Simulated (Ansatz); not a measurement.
## A series in volume scale on SnO

All results are calculated (Ansatz 0.2.0). Periodic Kohn-Sham DFT of a crystal at fixed atoms, scaled to volume_scale times the given cell; pressure positive in compression, energy less spherical unpolarised free atoms, largest_vzz the field gradient of largest size among the nuclei.

The cell before it is scaled or strained (space group P4/nmm, No. 129):
```
CELL_PARAMETERS angstrom
3.80200 0.00000 0.00000
0.00000 3.80200 0.00000
0.00000 0.00000 4.83600
ATOMIC_POSITIONS crystal
Sn 0.00000 0.50000 0.23850
Sn 0.50000 0.00000 0.76150
O 0.00000 0.00000 0.00000
O 0.50000 0.50000 0.00000
```

Settings of every row: method all-electron PAW; functional PBEsol; relativity scalar; k mesh 8x8x6; filling fermi-dirac; smearing width 0.01 eV; nucleus gaussian.

Atom start moment: 0 on all atoms.

Limits: field gradient without spin-orbit coupling on heavy atoms; no gap: field gradients move with the k mesh; small gap, it may come from the mesh.

```
row  volume scale  V (Å³/atom)  pressure (GPa)  largest V_zz (1e21 V/m^2)
  1          0.94       16.428               ?                          ?
  2          0.96       16.777           4.163                    -17.541
  3          0.98       17.127           1.897                    -17.165
  4          0.99       17.302           0.857                    -16.986
  5             1       17.476          -0.098                    -16.876
  6          1.01       17.651          -0.997                    -16.777
  7          1.02       17.826          -1.873                    -16.622
  8          1.04       18.175          -3.508                    -16.275
  9          1.06       18.525          -4.975                    -15.926
```

Question: what pressure should row 1 give?

Worked fit of pressure. Take u = (V_r/V)^(2/3) − 1 with V_r = 17.563 Å³ an atom, which is twice the finite (Eulerian) strain; such expansions in the strain, on which the Birch-Murnaghan equation of state is built, carry the rest volume and the bulk modulus. The shown rows have u = 0.03099, 0.0169, 0.01003, 0.00332, -0.00333, -0.00986, -0.02258, -0.03493. Least squares give pressure = −0.5563 + 139.681 × u + 387.31 × u² GPa; a straight line predicts inner rows, each left out in turn, worse (root mean square 0.12 against 0.024 GPa). The rows lie off it by 0.019, -0.018, -0.027, -0.010, 0.020, 0.023, 0.005, -0.012 (root mean square 0.018 GPa). The pressure vanishes at u = 0.0039, or V = 17.46 Å³ an atom, and there the bulk modulus at fixed shape and fractions is B = −V dP/dV = (2/3)(1 + u) dP/du = 95.5 GPa. Letting shape and atoms relax would as a rule lower it, by much in layered, chain or molecular crystals. The withheld row has u = 0.04554, so the fit gives −0.5563 + 139.681 × (0.04554) + 387.31 × (0.04554)² = 6.608 GPa.

The calculation gave 6.691 GPa. The fit lies 0.083 GPa (1.2 % of the value, 0.71 % of the column's range) below it; its largest miss of a shown row is 0.027 GPa. This row lies beyond the range of the fit.

The other values of row 1: largest V_zz -17.929 1e21 V/m^2.
